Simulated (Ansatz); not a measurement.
LaTeCl: pressure and energy above lowest point against volume scale

Free energy against uniform scaling of the volume at fixed shape and fractions; periodic cell, basis, potentials, k mesh and filling as listed. The results are calculated, by Ansatz 0.2.0.

The cell before it is scaled or strained (space group P4/nmm, No. 129):
```
cell vectors (Å)
   4.5552     0.0000     0.0000
   0.0000     4.5552     0.0000
   0.0000     0.0000     8.3201
atoms (fractions of the cell vectors)
La  0.00000  0.50000  0.75910
La  0.50000  0.00000  0.24090
Te  0.00000  0.50000  0.36193
Te  0.50000  0.00000  0.63807
Cl  0.00000  0.00000  0.00000
Cl  0.50000  0.50000  0.00000
```

Settings of every row: functional PBEsol; dispersion none; potentials PAW; wave cutoff 530 eV; density cutoff 2120 eV; k mesh 4x4x3; k shift 0x0x0; occupations fixed; smearing width 0 eV; spin none.

Limits: coarse k mesh, up to 40 meV an atom off; no spin-orbit coupling, which can matter with elements this heavy; the cell comes from a prototype or a list of computed structures and needn't be the stable phase.

```csv
row,volume scale,V (Å³/atom),pressure (GPa),energy above lowest point (meV/atom)
1,0.94,27.047,0.9,0.8
2,0.96,27.623,-0.44,0
3,0.98,28.198,-1.63,3.8
4,1,28.773,-2.7,11.6
5,1.02,29.349,-3.65,23
6,1.04,29.924,?,?
7,1.06,30.5,-5.25,55.2
```

Question: what pressure and energy above lowest point should row 6 give?

Worked fit of pressure. Take u = (V_r/V)^(2/3) − 1 with V_r = 28.486 Å³ an atom, which is twice the finite (Eulerian) strain; such expansions in the strain, on which the Birch-Murnaghan equation of state is built, carry the rest volume and the bulk modulus. The shown rows have u = 0.03516, 0.02072, 0.0068, -0.00666, -0.0197, -0.04452. Least squares give pressure = −2.181 + 79.34 × u + 234.1 × u² GPa; a straight line predicts inner rows, each left out in turn, worse (root mean square 0.15 against 0.0034 GPa). All shown rows lie on it to the printed digit. The pressure vanishes at u = 0.0256, or V = 27.43 Å³ an atom, and there the bulk modulus at fixed shape and fractions is B = −V dP/dV = (2/3)(1 + u) dP/du = 62.4 GPa. Letting shape and atoms relax would as a rule lower it, by much in layered, chain or molecular crystals. The withheld row has u = -0.0323, so the fit gives −2.181 + 79.34 × (-0.0323) + 234.1 × (-0.0323)² = -4.50 GPa.

The calculation gave -4.5 GPa. The fit meets it to the printed digit.

Worked fit of energy above lowest point. Take u = (V_r/V)^(2/3) − 1 with V_r = 28.486 Å³ an atom, which is twice the finite (Eulerian) strain; such expansions in the strain, on which the Birch-Murnaghan equation of state is built, carry the rest volume and the bulk modulus. The shown rows have u = 0.03516, 0.02072, 0.0068, -0.00666, -0.0197, -0.04452. Least squares give energy above lowest point = 7.23 − 578.4 × u + 11221 × u² meV/atom; a straight line predicts inner rows, each left out in turn, worse (root mean square 7 against 0.051 meV/atom). The rows lie off it by 0.0, -0.1, 0.0, 0.0, 0.0, 0.0. Its lowest point lies at u = 0.0258, or V = 27.42 Å³ an atom, and the curvature there gives the bulk modulus at fixed shape and fractions, B = (4/9)(1 + u)² E″(u)/V = 61.3 GPa. Letting shape and atoms relax would as a rule lower it, by much in layered, chain or molecular crystals. The withheld row has u = -0.0323, so the fit gives 7.23 − 578.4 × (-0.0323) + 11221 × (-0.0323)² = 37.6 meV/atom.

The calculation gave 37.7 meV/atom. The fit lies 0.1 meV/atom (0.18 % of the column's range) below it, one unit of the last digit.
